# Shift current, shift vector and the Glass coefficient of GaAs

## Statement

**Conventions.** The field is $\mathbf E(t)=\mathbf E(\omega)e^{-i\omega t}+\text{c.c.}$, the carrier charge is $q=-e$ with $e>0$, and Bloch states are $e^{i\mathbf k\cdot\mathbf r}u_{n\mathbf k}$ with spin in the band index. With $\partial_a=\partial/\partial k_a$, the intraband Berry connection is $A^a_{nn}=i\langle u_n|\partial_a u_n\rangle$ and the interband position element is $r^a_{nm}=i\langle u_n|\partial_a u_m\rangle$, $n\ne m$. Further, $\omega_{mn}=\omega_m-\omega_n$ and $f_{nm}=f_n-f_m$. The crystal is a non-magnetic insulator treated with independent electrons. The direct current density is $J^a=2\sum_{bc}\sigma^{abc}(0;\omega,-\omega)\,\mathrm{Re}[E^b(\omega)E^c(\omega)^*]$.

**Result 1.** For linear polarisation along any real unit vector $\hat{\mathbf b}$, $J^a=2\sigma^{abb}|E(\omega)|^2$ with

$$\sigma^{abb}=\frac{\pi q^3}{\hbar^2}\int\!\frac{d^3k}{(2\pi)^3}\sum_{nm}f_{nm}|r^b_{nm}|^2R^{a}_{nm}\,\delta(\omega_{mn}-\omega),\tag{1}$$

$$R^{a}_{nm}=\partial_a\arg r^b_{nm}+A^a_{mm}-A^a_{nn}.\tag{2}$$

The shift vector $R^a_{nm}$ depends on $\hat{\mathbf b}$, is gauge invariant, and is the displacement of the electron in the transition $n\to m$. No scattering time appears. The shift picture goes back to von Baltz and Kraut (1981), the position-operator form to Sipe and Shkrebtii (2000).

**Result 2.** Let $\bar R^a$ be the mean of $R^a_{nm}$ over the transitions at $\omega$, weighted with $f_{nm}|r^b_{nm}|^2$. The Glass coefficient, defined locally by $J^a=G\,\alpha I$ with $I$ the intensity inside the crystal and $\alpha$ the absorption coefficient, is

$$G=\frac{\sigma^{abb}}{\epsilon_0 n c\,\alpha}=\frac{\sigma^{abb}}{\epsilon_0\omega\epsilon_2}=\frac{q\bar R^a}{\hbar\omega},\qquad \sigma^{abb}=\frac{q}{\hbar}\epsilon_0\epsilon_2\bar R^a .\tag{3}$$

**Result 3.** A slab of width $w$ across the current, lit at normal incidence with intensity $I_0$ over the whole gap between shorted electrodes, carries

$$i=G\,w\,I_0\,\mathcal A,\qquad \mathcal A=(1-\mathcal R)(1-e^{-\alpha d}),\tag{4}$$

where $\mathcal A\le1$ is the absorbed fraction of the incident power. The second form holds for front reflectance $\mathcal R$ and thickness $d$ when no light returns from the back face.

**Zinc blende.** In the point group $T_d$ only $\sigma^{xyz}$ and its permutations, all equal, survive, so $\sigma^{abb}=0$ whenever $\hat{\mathbf b}$ is a cube axis. Equation (1) reaches $\sigma^{xyz}$ through $\hat{\mathbf b}=[110]/\sqrt2$ and $a=z$, where $\sigma^{zbb}=2\sigma^{xyz}b_xb_y=\sigma^{xyz}$. On a $(1\bar10)$ face with the polarisation at an angle $\theta$ from $[001]$ towards $[110]$,

$$J^{[001]}=2\sigma^{xyz}|E|^2\sin^2\theta,\qquad J^{[110]}=2\sigma^{xyz}|E|^2\sin2\theta .$$

## Proofs

**Result 1.** Take $H=H_0-q\mathbf E\cdot(\mathbf r_i+\mathbf r_e)$, where $\mathbf r_e$ has the elements $r_{nm}$ and $r_i^a=i\partial_a+A^a_{nn}$ acts within a band. For an operator $O$ diagonal in $\mathbf k$,

$$[r_i^a,O]_{nm}=iO_{nm;a},\qquad O_{nm;a}=\partial_aO_{nm}-i(A^a_{nn}-A^a_{mm})O_{nm}.$$

The static part of $q\langle\mathbf r_e\rangle$ is a constant polarisation (optical rectification) and carries no direct current, which is therefore $q\langle\dot{\mathbf r}_i\rangle$ with $\dot r_i^a=[r_i^a,H]/i\hbar$. Three terms arise. The commutator with $H_0$ gives band velocities times second-order populations. These populations are created at a rate proportional to $|r^b_{nm}|^2$, which time reversal makes even in $\mathbf k$ for real $\hat{\mathbf b}$, while the velocity is odd, so this injection term cancels. The commutator of $\mathbf r_i$ with itself gives a Berry curvature times first-order populations, which vanish for full and empty bands. The remaining term is $\dot r^a_{i,nm}=-(q/\hbar)E^b(t)\,r^b_{nm;a}$, so that

$$J^a=-\frac{q^2}{\hbar}E^b(t)\int\!\frac{d^3k}{(2\pi)^3}\sum_{nm}r^b_{nm;a}\,\rho_{mn}(t).$$

The first-order coherence with dephasing rate $\eta$ obeys $i\hbar\dot\rho_{mn}=\hbar(\omega_{mn}-i\eta)\rho_{mn}-qE^b(t)r^b_{mn}f_{nm}$, and hence

$$\rho_{mn}(\omega)=\frac{qE(\omega)\,r^b_{mn}f_{nm}}{\hbar(\omega_{mn}-\omega-i\eta)} .$$

The time average takes $E(\omega)^*\rho_{mn}(\omega)$ and the term at $-\omega$, which is its complex conjugate after $n\leftrightarrow m$. Writing $r^b_{nm}$ in modulus and phase, with $r^b_{mn}=(r^b_{nm})^*$, gives

$$r^b_{nm;a}\,r^b_{mn}=\tfrac12\partial_a|r^b_{nm}|^2+i|r^b_{nm}|^2R^a_{nm}.$$

The first term is odd in $\mathbf k$ and drops out. For the second, with $x=\omega_{mn}-\omega$, $-2\,\mathrm{Re}[i/(x-i\eta)]=2\eta/(x^2+\eta^2)\to2\pi\delta(x)$. Thus $J^a=(2\pi q^3/\hbar^2)|E|^2\int\sum f_{nm}|r^b_{nm}|^2R^a_{nm}\delta(\omega_{mn}-\omega)$, which is (1). It reads as charge times golden-rule rate times displacement.

Under $u_n\to e^{i\chi_n}u_n$ one has $A^a_{nn}\to A^a_{nn}-\partial_a\chi_n$ and $\arg r_{nm}\to\arg r_{nm}+\chi_m-\chi_n$, and the changes cancel in (2). The sign is confirmed by a lattice of isolated two-site molecules with sites at $0$ and $d_0$: if the upper level has weight $\sin^2(\vartheta/2)$ on the second site and the lower level $\cos^2(\vartheta/2)$, (2) gives $R=-d_0\cos\vartheta$, the centre of the upper level minus that of the lower. Within degenerate sets of bands, $A^a$ in $O_{nm;a}$ becomes a matrix over the set and the product $r_{nm;a}r_{mn}$ is summed over it.

The rate $\eta$ only convolves $\sigma(\omega)$ with a Lorentzian of unit area. For an illustrative $1/\eta=100$ fs, $\hbar\eta=6.6$ meV. At $\Delta=81$ meV above an edge, a square-root spectrum changes by the factor $\mathrm{Re}\sqrt{1+i\hbar\eta/\Delta}$, a rise of 0.08 %, and a step-like spectrum falls by $\arctan(\hbar\eta/\Delta)/\pi=2.6$ %.

**Result 2.** The same $\rho_{mn}(\omega)$ inserted in $P^b=q\int\sum r^b_{nm}\rho_{mn}$ gives $\epsilon_0\epsilon_2=(\pi q^2/\hbar)\int\sum f_{nm}|r^b_{nm}|^2\delta(\omega_{mn}-\omega)$. Dividing (1) by this gives the last relation in (3). The absorbed power per volume is $p=2\omega\epsilon_0\epsilon_2|E|^2$. For a wave in a medium of index $n+i\kappa$, $I=2\epsilon_0nc|E|^2$ and $\alpha=2\omega\kappa/c=\omega\epsilon_2/nc$, so $p=\alpha I$. Then $G=J/p=\sigma^{abb}/\epsilon_0\omega\epsilon_2$. The index cancels, and no property of the sample enters.

**Result 3.** Since $J=Gp$ at each depth $x$, $i=w\int J\,dx=Gw\int p\,dx=GwI_0\mathcal A$. This holds for a standing-wave pattern as well, because $J$ and $p$ are both proportional to the local $|E|^2$. For a single pass $I(x)=(1-\mathcal R)I_0e^{-\alpha x}$, and $\int_0^d\alpha I\,dx$ gives the second form in (4).

## A model for GaAs at 1.60 eV

**Absorption.** The crystal is cold and weakly excited, so $f_{nm}=1$ across the gap. Compiled values at 0 K (Vurgaftman 2001) are $E_g=1.519$ eV, $\Delta_{so}=0.341$ eV, $m_c=0.067\,m_0$, $\gamma_1=6.98$, $\gamma_2=2.06$, $\gamma_3=2.93$. At $\hbar\omega=1.60$ eV the excess energy is $\Delta=81$ meV and the split-off threshold, 1.860 eV, is not reached. The Kane relation without remote bands, $m_0/m_c=1+(E_P/3)[2/E_g+1/(E_g+\Delta_{so})]$, gives $E_P=22.5$ eV, where $E_P=2P^2/m_0$ and $P=|\langle S|p_x|X\rangle|$. The spherical average $\bar\gamma=(2\gamma_2+3\gamma_3)/5=2.582$ and $m_0/\mu=m_0/m_c+\gamma_1\mp2\bar\gamma$ give reduced masses $0.0597\,m_0$ (heavy holes) and $0.0369\,m_0$ (light holes). With $\beta$ the angle between $\mathbf k$ and the field, the squared momentum element summed over spins is $P^2\sin^2\beta$ for heavy holes and $P^2(\tfrac13\sin^2\beta+\tfrac43\cos^2\beta)$ for light holes, and both average to $\tfrac23P^2$. With $|r|=|p|/m_0\omega$ and the joint density of states $(2\mu/\hbar^2)^{3/2}\sqrt\Delta/4\pi^2$,

$$\epsilon_2=\frac{e^2E_P}{12\pi\epsilon_0m_0\omega^2}\sum_{j}\Big(\frac{2\mu_j}{\hbar^2}\Big)^{3/2}\sqrt\Delta\;S_j,\qquad S_j=\frac{2\pi\nu_j}{1-e^{-2\pi\nu_j}},\quad\nu_j^2=\frac{\mathrm{Ry}_j}{\Delta}.$$

$S_j$ is the Sommerfeld factor of the electron-hole attraction. With the compiled static dielectric constant 12.87 (300 K, Rakita 2019, used here uncorrected for temperature) the exciton Rydbergs are 4.9 and 3.0 meV and $S=2.0$ and $1.7$. The model's $\epsilon_2$ is 0.27 without $S_j$ and 0.50 with it, a factor 1.9. A typical index near the gap is $n\approx3.6$. Then $\alpha=1.1\times10^4$ cm$^{-1}$, $1/\alpha=0.88\ \mu$m, $\kappa=0.070$, and $\mathcal R=(n-1)^2/(n+1)^2=0.32$, which $\kappa$ does not alter at this precision. Unrounded values are carried from here on.

**Shift.** An illustrative bond model supplies $\bar R$. Put As at the origin and Ga at $\mathbf d_j=\tfrac a4(1,1,1)$, $\tfrac a4(1,-1,-1)$, $\tfrac a4(-1,1,-1)$, $\tfrac a4(-1,-1,1)$. Take one valence orbital on As, one conduction orbital on Ga, flat bands, and a dipole element proportional to $\hat{\mathbf b}\cdot\mathbf d_j$ on each bond. With site positions in the Bloch phases the connections vanish and $r^b_{cv}\propto\sum_j(\hat{\mathbf b}\cdot\mathbf d_j)e^{-i\mathbf k\cdot\mathbf d_j}$. The cross terms average to zero over the zone, so

$$\bar{\mathbf R}=\frac{\sum_j(\hat{\mathbf b}\cdot\mathbf d_j)^2\mathbf d_j}{\sum_j(\hat{\mathbf b}\cdot\mathbf d_j)^2}.$$

For $\hat{\mathbf b}\parallel[110]$ only $\mathbf d_1$ and $\mathbf d_4$ contribute and $R^z=a/4$ at every $\mathbf k$. For $[111]$ the result is $\tfrac23\mathbf d_1$, longer by $2/\sqrt3$ as $T_d$ demands. With a typical $a\approx5.65$ Å these shifts are 1.41 and 1.63 Å. The model ignores the $p$ character of the valence band and the covalent sharing of charge. It is further assumed that $S_j$ multiplies $\sigma$ and $\epsilon_2$ alike, as it does when $|r|^2$ and $|r|^2R$ are constant near $\Gamma$; a $\sigma$ without the Coulomb factor combined with an $\alpha$ that has it would lower $|G|$ by the factor 1.9. From (3) the model gives, in the stated axes,

$$\sigma^{xyz}=-0.96\ \mu\text{A/V}^2 .$$

**Sample.** A $(1\bar10)$ wafer with $d=350\ \mu$m and $w=1$ mm along $[110]$, electrodes collecting along $[001]$, polarisation along $[110]$, and $I_0=1$ W/cm$^2$.

## A wrong conversion

The four lines below are wrong, and so are their results $i_{\rm w}$ and $G_{\rm w}$.

(W1) Inside the crystal $|E|^2=I/2\epsilon_0nc$, so $J=\sigma^{xyz}I/\epsilon_0nc$.

(W2) The crystal is lit with $I_0$, so $I=I_0$ throughout the slab and $J_{\rm w}=-1.0\times10^{-4}$ A/cm$^2$ everywhere.

(W3) The cross-section is $wd=3.5\times10^{-3}$ cm$^2$, so $i_{\rm w}=J_{\rm w}wd=-0.35\ \mu$A.

(W4) The Glass coefficient is read off as current per width and incident intensity: $G_{\rm w}=i_{\rm w}/wI_0=\sigma^{xyz}d/\epsilon_0nc=-3.5\times10^{-6}$ A cm/W (wrong).

## The symptom

The units are right, since A cm/W equals cm/V, and a dimensional check passes. Three other tests fail.

First, $G_{\rm w}$ is proportional to $d$, so polishing the dark back of the wafer would change a bulk coefficient.

Second, by (3) a Glass coefficient measures a length per photon, $|G|\hbar\omega/e$. For $G_{\rm w}$ this length is 56 nm, or 99 lattice constants, although the $\sigma^{xyz}$ that was put in contains a shift of a quarter of one lattice constant.

Third, energy is not conserved. The transitions that make the current absorb $p=\alpha I$. With $I=I_0$ at all depths the slab takes up $\alpha d\,I_0$ per area, and $\alpha d=4.0\times10^2$, so several hundred photons are absorbed for each one that arrives. Equation (4) sets the bound $|i|\le e|\bar R|wI_0/\hbar\omega$ for any thickness, and $i_{\rm w}$ exceeds it by exactly $\alpha d$.

## The faulty line

Line (W1) is a correct local relation. The fault is (W2), which replaces $I(x)=(1-\mathcal R)I_0e^{-\alpha x}$ by $I_0$ and so drops two things. The factor $1-\mathcal R$ is lost because $I_0$ is specified outside the crystal while $\sigma$ responds to the field inside. The factor $e^{-\alpha x}$ is lost because the light is treated as undepleted, which is permissible below the gap and inconsistent above it: (1) and $\epsilon_2$ contain the same $|r^b_{nm}|^2$ and the same delta function, so a shift current implies absorption. Line (W3) merely integrates the faulty profile. Line (W4) then sets $\mathcal A=1$ in (4). That step presumes that all light is absorbed within the slab, the opposite of what (W2) presumes, and it omits the reflection a second time.

## The mended calculation

The coefficient follows from (3) with no reference to the sample:

$$G=\frac{\sigma^{xyz}}{\epsilon_0nc\,\alpha}=\frac{q\bar R}{\hbar\omega}=-\frac{1.41\times10^{-8}\ \text{cm}}{1.60\ \text{V}}=-8.8\times10^{-9}\ \text{A cm/W}.$$

The length that turns $\sigma/\epsilon_0nc$ into $G$ is the absorption depth $1/\alpha$, where (W4) had the thickness $d$. The current density is $J(x)=G\alpha(1-\mathcal R)I_0e^{-\alpha x}$, equal to $-6.8\times10^{-5}$ A/cm$^2$ at the front face and confined to about the first micrometre. For the wafer $e^{-\alpha d}$ is negligible, $\mathcal A=1-\mathcal R=0.68$, and the model's current is

$$i=GwI_0(1-\mathcal R)=-0.60\ \text{nA}.$$

The three tests now pass: $G$ is free of $d$, its length per photon is 1.41 Å, and $\mathcal A<1$.

## Size of the error

The ratios do not depend on $\bar R$:

$$\frac{G_{\rm w}}{G}=\alpha d,\qquad\frac{i_{\rm w}}{i}=\frac{\alpha d}{(1-\mathcal R)(1-e^{-\alpha d})}.$$

Reflection cancels from $G_{\rm w}/G$ because it is omitted both in (W2) and in (W4), but it stays in the current. The same slip also occurs in the reverse direction, when a correct current $i$ is spread over the full cross-section and divided by the incident intensity, $G'_{\rm w}=i/(wd\,\alpha I_0)$. Both omissions then enter the coefficient, $G'_{\rm w}/G=\mathcal A/\alpha d$, and it comes out too small. The table adds two epitaxial layers on a transparent, index-matched support, for which the single-pass form of $\mathcal A$ holds.

| $d$ | $G_{\rm w}/G=\alpha d$ | $\mathcal A$ | $i_{\rm w}/i$ | $G'_{\rm w}/G$ |
|---|---|---|---|---|
| 0.1 μm | 0.11 | 0.073 | 1.55 | 0.64 |
| 1 μm | 1.1 | 0.46 | 2.5 | 0.41 |
| 350 μm | $4.0\times10^2$ | 0.68 | $5.8\times10^2$ | $1.7\times10^{-3}$ |

For the wafer the depth accounts for the factor $4.0\times10^2$ and reflection for $1/(1-\mathcal R)=1.47$. As $d\to0$ the ratio $i_{\rm w}/i$ tends to 1.47 and never to one. Near $d=1/\alpha$ the forward slip hides itself, since $G_{\rm w}\approx G$ while the predicted current is still too large by more than a factor of two.

A cruder variant carries the incident field rather than the incident intensity into the crystal. The true squared field ratio is $4/(n+1)^2=(1-\mathcal R)/n=0.19$, so a further factor $n$ is lost and the wafer current is overestimated by $2.1\times10^3$. The choice of index matters little: the compiled high-frequency dielectric constant 10.88 (Skelton 2020) gives $n=3.30$, below the index at the gap, and with it $\mathcal R=0.29$ and $i_{\rm w}/i=6.1\times10^2$.

## Limits of the numbers

Equation (1) counts only the shift during absorption. Since $T_d$ has no polar axis, carriers that have lost the memory of the polarisation relax and recombine with no net shift. The first scattering events retain that memory and can add shifts of their own and a ballistic current from an asymmetry $\xi$ of the velocity distribution. The latter contributes a length $\xi\ell$ per photon, with $\ell$ the mean free path, and for an illustrative $\ell=50$ nm it equals 1.41 Å at $\xi=2.8\times10^{-3}$. It can therefore rival the shift term in an observed $G$. Such terms are also proportional to the absorbed power, so (4) and the table apply to the total coefficient.

The values of $\sigma^{xyz}$, $G$ and $i$ are the model's. As typical knowledge, GaAs absorbs with $\alpha$ of about $1$ to $1.5\times10^4$ cm$^{-1}$ within 0.1 eV of the gap, a range that contains the model's value, while band-structure calculations tend to put the near-edge shift for $[111]$ polarisation at the order of the bond length, $\sqrt3a/4=2.45$ Å, so that the model's $|\sigma^{xyz}|$, $|G|$ and $|i|$ are probably low by a factor of order 1.5. The error factors rest on $\alpha$, $n$ and $d$ alone and are untouched by that uncertainty.